Appendix. Tight s functions for contact hyperfine constants: cost against accuracy

A.1 The quantity and the three routes

For the ²S ground states of Li and Na, with the coupling written h A_hf I·J, a point nucleus and nonrelativistic electrons give

A_hf = (2μ₀/3h) g_e μ_B g_I μ_N ρ_s(0),

where g_e > 0 and ρ_s = ρ_α − ρ_β in the state M_S = ½. The relative basis-set error of A_hf is that of ρ_s(0). Correlation-consistent sets fix their exponents by the energy, and extrapolation in the cardinal number addresses the electron–electron cusp. Neither controls the nuclear cusp, which is a matter of the largest s exponent. Three routes are compared at a fixed level of theory: direct evaluation with ever tighter uncontracted s functions (D), the global operator of Hiller, Sucher and Feinberg, 1978 (H), and two-point extrapolation in the largest exponent (X).

A.2 Solvable model

Take the 1s state of a hydrogen-like ion, ψ = exp(−κr) with κ = Z/a₀, norm π/κ³, exact energy −Z²E_h/2 and exact density ρ(0) = κ³/π. Its Gaussian transform is

exp(−κr) = (κ/2√π) ∫₀^∞ a^(−3/2) exp(−κ²/4a) exp(−ar²) da.

Cut the integral at a = a_c and set y = κ/√a_c. With t = κ/(2√a) the retained part is

ψ_c(r) = (2/√π) ∫_(y/2)^∞ exp(−t² − κ²r²/4t²) dt = ½[exp(−κr) erfc(y/2 − κr/y) + exp(κr) erfc(y/2 + κr/y)].

Hence ψ_c(0) = erfc(y/2) = 1 − y/√π + O(y³): the amplitude falls by the fraction κ/√(πa_c), the density by twice that. The norm and ∫ψ_c² r⁻² d³r, each relative to its exact value (π/κ³ and 2π/κ), are double integrals over t that close:

S = (1 − y⁴/2 − y⁶/6) erfc(y/√2) + (y + y³/3 + y⁵/6) √(2/π) exp(−y²/2),
G = (1 − y²) erfc(y/√2) + y √(2/π) exp(−y²/2).

Energy. With δ = ψ − ψ_c and (H − E₀)ψ = 0, the Rayleigh quotient exceeds E₀ by ΔE = ⟨δ|H − E₀|δ⟩/⟨ψ_c|ψ_c⟩. The kinetic term leads. Two Gaussians have T(a,b) = (ħ²/mₑ) 3π^(3/2) ab (a+b)^(−5/2), and ∫∫ (ab)^(−1/2)(a+b)^(−5/2) da db over a, b > a_c equals (2/9)(8 − 5√2) a_c^(−3/2). With the attraction term, from ∫exp(−(a+b)r²) r⁻¹ d³r = 2π/(a+b),

ΔE/(Z²E_h) = (8 − 5√2)y³/(6√π) − (1/π − 1/4)y⁴ + … = 0.0873y³ − 0.0683y⁴ + …,

so ΔE ∝ Z⁵a_c^(−3/2).

Route D. The relative deficit is ε_D = 1 − erfc²(y/2)/S = 1.128y − 0.318y² + …. Eliminating y gives ε_D ≈ 2.54 (ΔE/Z²E_h)^(1/3). At Z = 3 a truncation error of 10⁻⁶ E_h = 4.36×10⁻²⁴ J goes with ε_D = 1.2×10⁻².

Route H. Multiply the radial equation −(ħ²/2mₑ)u″ + Vu = Eu, with u = √(4π) rψ normalised, by u′ and integrate. This gives u′(0)² = (2mₑ/ħ²)⟨dV/dr⟩, and ρ(0) = u′(0)²/4π becomes ρ(0) = (κ/2π)⟨r⁻²⟩ for the Coulomb potential. Then ε_H = 1 − G/S = y² − 0.532y³ + …. The defect δ has height ∝ y over a radius ∝ y, and r⁻² d³r ∝ dr weighs it by that radius.

Route X. Two calculations with cuts a_c and a_c/β have y and √β y. The combination [√β ρ(y) − ρ(√β y)]/(√β − 1) removes the linear term and leaves ε_X = (√β/π)y² + …; for β = 2, ε_X = 0.450y² + 0.321y³ + 2.79y⁴ + …. The weights 3.41 and −2.41 magnify independent convergence noise by up to 5.83. Extrapolating √ρ would also cancel y², but only because a single orbital with fixed transform weights has no such term, and this is not relied on here.

Transfer to atoms. By Kato's cusp condition (1957) every s orbital starts as φ(0)(1 − κr) with the full nuclear charge, and r = (1/2√π)∫₀^∞ a^(−3/2)[1 − exp(−ar²)] da shows that this term alone fixes the a^(−3/2) tail of the weight. The leading terms 2y/√π and y² therefore hold for core and valence s orbitals of either spin, and so for ρ_s(0). The higher terms are specific to 1s. For many electrons route H takes the expectation value of Σᵢ 2s_z,i (mₑ/2πħ²)[∂V/∂rᵢ − Lᵢ²/(mₑrᵢ³)], with the repulsion included in V. This is a hypervirial relation for a spin-diagonal one-electron operator, valid for exact states and for unrestricted Hartree–Fock (UHF) at the basis limit.

A.3 From the cut to the number of functions

An even-tempered set a_k = a₁β^(k−1), k = 1…N, is the trapezoidal rule in ln a with step ln β, and its last cell ends at a_c = a₁β^(N−1/2). Assume β = 2 and a₁ = 0.02 a₀⁻² = 7.14×10¹⁸ m⁻², a diffuse exponent that the valence electron needs and the 1s model does not feel. The leading terms give

N_D = ½ + log_β[4κ²/(πa₁ε²)], N_H = ½ + log_β[κ²/(a₁ε)], N_X = ½ + log_β[√β κ²/(πa₁ε)].

One decade of accuracy takes 6.64 functions by D and 3.32 by H or X, while a decade in the energy takes 2.21. Going from Li to Na adds log₂(121/9) = 3.75 functions on every route.

The finite step sets a floor. Poisson summation with ω = 2π/ln β and |Γ(½+iω)|² = π/cosh πω gives ψ(0) a relative error of amplitude η = 2√2 exp(−π²/ln β) = 1.9×10⁻⁶. The norm is more sensitive. With q = 16(½+iω)(3/2+iω)/[(2+iω)(3+iω)], the amplitude in the normalised density is η|2 − q| = 2.4×10⁻⁵ for D and X, and η|4(½+iω)/(1+iω) − q| = 2.1×10⁻⁵ for H.

A.4 Work and memory

For n real functions there are M = n(n+1)/2 pairs and Q = M(M+1)/2 ≈ n⁴/8 distinct repulsion integrals. The unit of work is one integral handled, whether recomputed or read. Assume ten self-consistent iterations, and let an integral over ∂(1/r₁₂)/∂r₁ cost λ units. That operator is not symmetric in the two electrons, so M² integrals arise, and they are needed once. Then

W_D = 10Q(n), W_H = 10Q(n) + λM², W_X = 10[Q(n) + Q(n−1)].

Matrix diagonalisation (n³) and one-electron integrals (n²) are of lower order and are dropped. With the assumed λ = 1, W_H/W_D → 1.2 and W_X/W_D → 2 at equal large n. Stored integrals take 8Q bytes on all routes: the smaller set of X is a subset, and the extra integrals of H are contracted at once with the UHF pair density, which factorises. A UHF calculation on Li needs s functions only, so n = N. For Na assume twelve p shells and no use of symmetry, so n = N + 36. Since N grows as ln(1/ε²) for D and ln(1/ε) for H, W_D/W_H tends to 2⁴/1.2 = 13.3 as ε → 0, but slowly, because the constant part of n is large.

Table 1. Z = 3, n = N. Errors are those of the cut alone, against the exact 1s values, from the closed forms and from quadrature of ΔE.

N | y | ΔE/J | ε_D | ε_H | ε_X | W_D | W_H | W_X
14 | 0.197 | 2.2×10⁻²⁰ | 2.1×10⁻¹ | 3.4×10⁻² | 2.2×10⁻² | 55650 | 66675 | 97510
16 | 0.0985 | 3.0×10⁻²¹ | 1.1×10⁻¹ | 9.2×10⁻³ | 4.9×10⁻³ | 93160 | 111656 | 165760
18 | 0.0493 | 3.9×10⁻²² | 5.5×10⁻² | 2.4×10⁻³ | 1.1×10⁻³ | 147060 | 176301 | 264870
20 | 0.0246 | 5.0×10⁻²³ | 2.8×10⁻² | 6.0×10⁻⁴ | 2.8×10⁻⁴ | 221550 | 265650 | 403000
24 | 0.00616 | 8.0×10⁻²⁵ | 6.9×10⁻³ | 3.8×10⁻⁵ | 1.7×10⁻⁵ | 451500 | 541500 | 833760
30 | 0.000770 | 1.6×10⁻²⁷ | 8.7×10⁻⁴ | 5.9×10⁻⁷ | 2.7×10⁻⁷ | 1083450 | 1299675 | 2031750

The cut runs from 8.3×10²² m⁻² at N = 14 to 5.4×10²⁷ m⁻² at N = 30. The H and X entries of the last two rows are comparable with or below the floor of the step β = 2 and would need a denser set.

A.5 Cheapest route for a stated accuracy

Table 2. Smallest N that meets the target, with the work in brackets.

Atom, target | D | H | X
Li, 10⁻² | 23 (382260) | 16 (111656) | 16 (165760)
Li, 10⁻³ | 30 (1083450) | 20 (265650) | 19 (328510)
Li, 10⁻⁴ | 37 (2474560) | 23 (458436) | 22 (589270)
Na, 10⁻² | 27 (2.03×10⁷) | 20 (1.53×10⁷) | 19 (2.29×10⁷)
Na, 10⁻³ | 34 (3.09×10⁷) | 24 (2.01×10⁷) | 22 (2.83×10⁷)

Route H has the lowest count in every row. For Li it undercuts D by factors 3.4, 4.1 and 5.4, and X by 1.5, 1.2 and 1.3. The lead over X is fragile: at 10⁻³ it vanishes for λ = 2.4. The margins in the 10⁻⁴ row are about as large as the floor, so N there is uncertain by one. For Na the fixed p block dilutes the saving, W_D/W_H being 1.33 and 1.54, and at 10⁻² X costs more than D because it repeats that block.

The trend ends in a reversal. If D needs ΔN more functions than H, it is cheaper once (1 + ΔN/n)⁴ < 1.2, with n counted for H. For the contact coupling of one Si nucleus at a defect, Z = 14 with the same a₁ and β gives N_D = 28 and N_H = 21 at 10⁻², so the crossover lies at n = 7/(1.2^(1/4) − 1) ≈ 150. In a cluster model with several hundred functions, adding tight s functions at the one nucleus is the cheapest route in this count.

A.6 Best route inside a budget

Table 3. Largest N within the budget, with its error in brackets.

Atom, budget | D | H | X
Li, W ≤ 1×10⁵ | 16 (1.1×10⁻¹) | 15 (1.8×10⁻²) | 14 (2.2×10⁻²)
Li, W ≤ 2×10⁵ | 19 (3.9×10⁻²) | 18 (2.4×10⁻³) | 16 (4.9×10⁻³)
Li, W ≤ 5×10⁵ | 24 (6.9×10⁻³) | 23 (7.6×10⁻⁵) | 21 (1.4×10⁻⁴)
Na, W ≤ 2×10⁷ | 26 (1.3×10⁻²) | 23 (1.0×10⁻³) | 17 (3.8×10⁻²)
Li, stored integrals ≤ 0.20 MB | 20 (2.8×10⁻²) | 20 (6.0×10⁻⁴) | 20 (2.8×10⁻⁴)

Under a limit on work H is best, narrowly over X in the smallest Li budget and widely for Na. Under a limit on memory (1 MB = 10⁶ bytes) all routes get the same N and X is best. For Li at 10⁻³ the stored integrals take 0.87 MB by D, 0.18 MB by H and 0.15 MB by X.

A.7 Limits of the model

Fixed weights. A real calculation optimises the coefficients, and the tightest functions then imitate part of the missing tail. To leading order in y this is a projection of δ in the kinetic metric: solve Σ_j T(a_i,a_j)c_j = T(a_i,δ) and replace δ by δ − Σ c_j exp(−a_j r²). The problem has no scale other than a_c, so the powers of y survive and only prefactors change. Relaxing the three tightest functions at β = 2 multiplies the leading terms of ε_D, ΔE and ε_H by 0.61, 0.38 and 0.21. The last factor has not settled: two functions give 0.44. The fixed-weight model thus overstates ε_D by about 1.6 and ε_H by more, which lowers the N of Table 2 by one or two and widens the lead of H over D. The y² coefficient of X after relaxation is not obtained here, so for Li the order of H and X is left open by the model. The cube-root law itself holds only while the cut dominates the basis-set error of the energy. Once the step, the diffuse end or missing angular momenta dominate, the energy says nothing about ρ_s(0).

Neglected physics. Relativistic corrections to A_hf are of relative order (Zα)², which is 4.8×10⁻⁴ for Li and 6.4×10⁻³ for Na. The finite nucleus samples the density ρ(0)(1 − 2κr) at a radius R, a shift of order 2κR; typical charge radii of 2.4 fm (⁷Li) and 3.0 fm (²³Na) give 2.7×10⁻⁴ and 1.2×10⁻³. Without these corrections a basis target below about 10⁻³ for Li or 10⁻² for Na has no physical use. Electron correlation is a separate matter. In coupled-cluster singles and doubles the leading work o²v⁴ (o occupied, v virtual orbitals) is again quartic in the basis, so the comparison of D with X carries over roughly, whereas H then needs the correlated two-particle density and its cost must be counted afresh.

In frequency, with typical constants of 402 MHz for ⁷Li and 886 MHz for ²³Na as scale factors, twenty s functions leave model deficits of 11 MHz and 88 MHz by direct evaluation, against 0.24 MHz and 6.9 MHz by the global operator. These are numbers of the fixed-weight 1s model, and the projection above indicates that optimised coefficients would reduce the first pair by about 1.6 and the second pair by more.